A bond that lies obliquely to the axes of a cell shares in the strain of each axis, and its shares add up to one. If the cell is stretched by small fractions and the atoms are carried along with it, the relative change in a bond's length is the sum of the strains, each weighted by the square of the bond's direction cosine. In the crystal treated here the axes x and y are strained together by a fraction $\varepsilon_{xy}$, and z separately by $\varepsilon_z$. One number for each bond is then enough:

$$\frac{\Delta d}{d} = (1-w)\,\varepsilon_{xy} + w\,\varepsilon_z .$$

Here $d$ is the bond length and $w$ is the share that belongs to z. A bond along z has $w=1$ and feels only the z strain, while a bond at right angles to z has $w=0$ and feels only the xy strain. For any value in between, the bond feels both, so the energy cost of one strain depends on how much of the other is already there.

The crystal is a single puckered layer of black phosphorus, standing in a cell that is mostly vacuum. The zigzag direction of the layer is x, the armchair direction is z, and y points out of the layer. Each atom has three bonds. Two of them form zigzag ridges and lie obliquely between x and z, so their $w$ is close to one half; the third joins the upper and lower halves of the layer, runs mainly along y, and has a small $w$. The xy strain is therefore not a stretching of the sheet within its own plane, because it changes the zigzag length and the thickness together.

Phosphorus layer (4 atoms in an unrelaxed cell of 3.284 × 34.857 × 4.632 Å) strained at fixed fractional coordinates; rows 1 to 5 have xy strains of −0.03, −0.015, 0, 0.015 and 0.03. Ansatz 0.2.0, PBEsol, plane-wave PAW, scalar-relativistic, no spin polarisation, cutoff 420 eV, k mesh 8×1×6. Energies are relative to the unstrained cell; pressure is positive in compression.

| strain zz | energy change row 1 (meV/atom) | energy change row 2 (meV/atom) | energy change row 3 (meV/atom) | energy change row 4 (meV/atom) | energy change row 5 (meV/atom) | pressure row 2 (GPa) | pressure row 4 (GPa) |
| --- | --- | --- | --- | --- | --- | --- | --- |
| -0.03 | 40.8 | 17.8 | 7.1 | 7.4 | 17.6 | 0.76 | -0.03 |
| -0.015 | 28.7 | 9.2 | 1.6 | 4.8 | 17.5 | 0.55 | -0.20 |
| 0 | 21.0 | 4.7 | 0.0 | 5.7 | 20.7 | 0.35 | -0.35 |
| 0.015 | 17.5 | 4.2 | 2.1 | 10.1 | 27.1 | 0.16 | -0.49 |
| 0.03 | 18.1 | 7.5 | 7.7 | 17.8 | 36.6 | -0.01 | -0.62 |

The column "strain zz" is $\varepsilon_z$. The energy columns from row 1 to row 5 belong to xy strains of −3, −1.5, 0, +1.5 and +3 %, and the pressure columns follow the same order. The coupling is plainest in the two outermost lines of the table, where z is compressed or stretched by 3 %.

With z compressed by 3 %, an equal compression of xy brings the energy to 40.8 meV/atom, but a stretching of xy by 3 % brings it only to 17.6. With z stretched by 3 % the order is reversed, and now it is the compressed xy that comes out cheap. Strains of like sign thus cost about twice as much as strains of opposite sign.

Independent strains would simply add their costs. Compressing xy alone by 3 % takes 21.0 meV/atom and compressing z alone takes 7.1, so the two together should take 28.1; the calculation gives 12.7 more than that. When xy is compressed and z is stretched, the energy falls below the corresponding sum by 10.6 meV/atom. The interaction between the strains is therefore larger than the whole cost of the z strain by itself.

The bond lengths in the same calculations show where this comes from. When both strains are 3 % and have the same sign, the shortest bonds, those of the zigzag ridges, change by 0.066 Å. When the signs are opposite, the same bonds change by less than 0.01 Å, because what one strain takes away the other gives back. The energy is high where these bonds are forced to change and much lower where they are spared.

A carpenter's folding rule, half opened into a zigzag, behaves in the same way. Its sticks have a fixed length, so pushing the ends together makes the zigzag wider, and pulling them apart makes it narrower. The ridges of the phosphorus layer are such zigzags, with their length along x and their width along z. The likeness ends at the hinges, which turn freely in the rule, whereas a phosphorus atom resists a change in its bond angles.

The rule's behaviour can be turned into an estimate. In the calculation, taking z from −3 to +3 % at zero xy strain lengthens the shortest bond by 0.058 Å. A bond of 2.20 Å lying along z would have lengthened by 6 % of its length, or 0.132 Å, so that $w = 0.058/0.132 \approx 0.44$. The bond keeps its length if $(1-w)\,\varepsilon_{xy} + w\,\varepsilon_z = 0$, which gives

$$\frac{\varepsilon_z}{\varepsilon_{xy}} = -\frac{1-w}{w} = -\frac{0.56}{0.44} \approx -1.3 .$$

If these bonds alone decided the matter, a layer compressed by 3 % in xy would be most stable when stretched by nearly 4 % in z.

The computed energies favour a smaller response. For each xy strain, a parabola through the lowest energy and its two neighbours gives the best z strain. It moves from +2.0 % when xy is compressed by 3 % to −2.2 % when xy is stretched by 3 %, which is a shift of −0.7 for each unit of xy strain. The estimate has the right sign and the right order of magnitude, but it is too large by a factor of nearly two.

The stiff hinges offer an explanation for the difference. If all three axes are scaled by the same factor, every bond angle stays as it was; angles change only when $\varepsilon_z$ and $\varepsilon_{xy}$ differ. The simplest energy that contains both demands is

$$E = A\,[(1-w)\,\varepsilon_{xy} + w\,\varepsilon_z]^2 + B\,(\varepsilon_{xy}-\varepsilon_z)^2 ,$$

where $A$ measures the stiffness of the ridge bonds and $B$ that of the angles. With $B=0$ the best z strain follows the folding rule, at −1.3 times the xy strain. With a very large $B$ it would follow xy with the same sign, at +1 times the xy strain, and the computed −0.7 lies between these two limits.

The table supports the need for a second term. With opposite strains of 3 % the ridge bonds have almost their old length, yet the layer still stores about 18 meV/atom. That energy must sit elsewhere, and in a picture of bonds and angles two places remain: the angles and the third bond. The third bond cannot be what holds the response back, for with its small $w$ it would need an even larger opposite strain in z to keep its length. This leaves the angles as the likely brake, although the total energies do not separate the two contributions.

The third bond shows itself in another comparison. A 3 % strain in xy costs 2.8 times as much as a 3 % strain in z, averaged over compression and stretching. The ridge bonds alone would give the square of 0.56/0.44, or about 1.6, and the angles would bring the ratio nearer to one, since they are distorted equally by either strain acting alone. What raises it, on this reasoning, is the bond that runs across the layer: it takes up most of the xy strain and little of the z strain.

All these stiffnesses belong to atoms that keep their fractional coordinates. In a real layer the atoms would shift within the cell when z is strained, and the puckers would fold or flatten while the bonds kept nearly their natural lengths. Black phosphorus is known to be soft along the armchair direction for this reason. The computed cost of the z strain is therefore too high for a free layer, and the shift of −0.7 must not be used as its Poisson ratio.

The shifting minimum also accounts for the places where the energy seems to stop changing. At an xy strain of +3 % the energies for z at −3 and −1.5 % are 17.6 and 17.5 meV/atom, which looks like a plateau. The best z strain lies between these two points, so they stand on opposite walls of the same valley at almost the same height. At an xy strain of −3 % the values 17.5 and 18.1 at the other end of the z range stand on either side of a minimum in the same way.

A second irregularity concerns the direction of the strain. Compressing all axes by 3 % costs 40.8 meV/atom and stretching them costs 36.6, as is usual for chemical bonds, whose repulsion at short distance rises more steeply than their attraction fades at long distance. Yet for z alone compression is slightly cheaper than stretching, at 7.1 against 7.7. The starting cell was not relaxed, and the parabola at zero xy strain puts its minimum at a z strain of about −0.1 %. The first part of a compression therefore runs downhill, and this small head start is enough to reverse the order.

The pressures need more care, because they can suggest a relaxed layer where there is none. With xy compressed by 1.5 % and z stretched by 3 %, the pressure is only −0.01 GPa, although the layer stores 7.5 meV/atom. The pressure is the mean over the three axes, and it responds to a single motion, the uniform swelling or shrinking of the whole cell. It vanishes whenever that one motion leaves the energy unchanged, whatever the other motions would do.

The slopes of the energy show the balance at this point. Along xy the energy falls by 3.5 meV/atom for each per cent of further stretching, as found from the neighbouring energies at xy strains of −3 and 0 %. Along z it rises by 3.5 meV/atom per per cent, from a parabola through the last three energies of the column. Uniform swelling would gain on one side what it loses on the other, so the pressure is close to zero while the layer pushes outwards along xy and pulls inwards along z.

The mirror image of this case, with xy stretched by 1.5 % and z compressed by 3 %, has slopes of +3.5 and −2.9 meV/atom per per cent. They cancel less completely, and the small remainder means that swelling costs energy. The pressure is accordingly slightly negative, at −0.03 GPa, which is a weak tension.

The size of the pressures is also a matter of the chosen cell. The forces come from the layer, but the pressure spreads them over a volume that is mostly vacuum, so a taller cell around the same layer would give smaller values. To judge how such a layer is loaded, one needs the stress along each axis, referred to the layer itself. A mean pressure near zero is compatible with a layer that is squeezed in one direction and stretched in another.
